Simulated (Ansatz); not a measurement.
# From the elastic tensor of P to moduli and sound speeds

All numbers below come from DFT LDA, scalar-relativistic, plane waves, PAW in Ansatz. Settings: 420 eV plane-wave cutoff, Γ-centred 20×20×20 mesh, Fermi-Dirac smearing of 0.15 eV. No spin polarisation.

Symmetry: Pm-3m, No. 221, cubic system. The conventional cell has a = 2.414 Å, b = 2.414 Å, c = 2.414 Å, α = 90.00°, β = 90.00°, γ = 90.00°. Around P (site symmetry m-3m) lie 6 P at 2.41 Å.

In a metal, frequencies and elastic constants depend on the k mesh and the smearing, soft modes and shear constants most.

Relaxed-ion constants (GPa, on the Cartesian axes of the calculation):
C11 = 262.6, C12 = 59.1, C13 = 59.1, C22 = 262.6, C23 = 59.1, C33 = 262.6, C44 = 63.1, C55 = 63.1, C66 = 63.1 GPa; the others vanish.

Density 3.657 g/cm³; 1 atom in 14.06 Å³.

The values that follow are for a polycrystal of randomly turned grains, by Hill's mean where one number stands.

With S = C⁻¹: B_V = (C11+C22+C33+2(C12+C13+C23))/9, G_V = (C11+C22+C33−C12−C13−C23+3(C44+C55+C66))/15, 1/B_R = S11+S22+S33+2(S12+S13+S23), 15/G_R = 4(S11+S22+S33−S12−S13−S23)+3(S44+S55+S66); Hill is their mean. Then v_l = √((B+4G/3)/ρ), v_t = √(G/ρ), v_m = [(2/v_t³+1/v_l³)/3]^(−1/3) and Θ = (ħ/k_B)·v_m·(6π²n/V)^(1/3) for n atoms in the volume V; E = 9BG/(3B+G), ν = (3B−2G)/(2(3B+G)) and A^U = 5G_V/G_R + B_V/B_R − 6.

- Bulk modulus, Voigt / Reuss / Hill: 126.9 / 126.9 / 126.9 GPa
- Shear modulus, Voigt / Reuss / Hill: 78.5 / 74.4 / 76.4 GPa
- Young's modulus: 191 GPa
- Poisson ratio: 0.249
- Pugh ratio B/G: 1.66 (under 1.75, the rule of thumb for brittle)
- Universal anisotropy index: 0.28
- Longitudinal and transverse sound speeds: 7910 and 4572 m/s
- Debye temperature from the mean sound speed: 626 K

This simple cubic form isn't the element's structure at ambient conditions.

Cost: 1 run of about 2.2 core-minutes, on Arm Neoverse V2 (shared hosts).

The crystal resists stretching along the cube axes far more than shear: C11 is 262.6 GPa, against 63.1 GPa for C44. This fits p-σ bonding, in which the half-filled p orbitals form straight P–P chains along the axes, so that axial strain changes bond lengths directly while C44 shear mainly changes bond angles. Nearest-neighbour central forces alone would give a simple cubic lattice no resistance to that shear. Its finite value therefore points to angular forces, longer-range interactions or both, and the closeness of C12 and C44 doesn't show that the forces are purely central.

The constants meet the cubic conditions for stability against small homogeneous strains. They don't test the Peierls-type distortion towards the A7 structure, in which atoms pair into short and long contacts through a zone-boundary displacement that no uniform strain of the one-atom cell contains. The Pugh ratio lies too near its empirical threshold to establish brittleness, which also depends on dislocation motion and fracture.
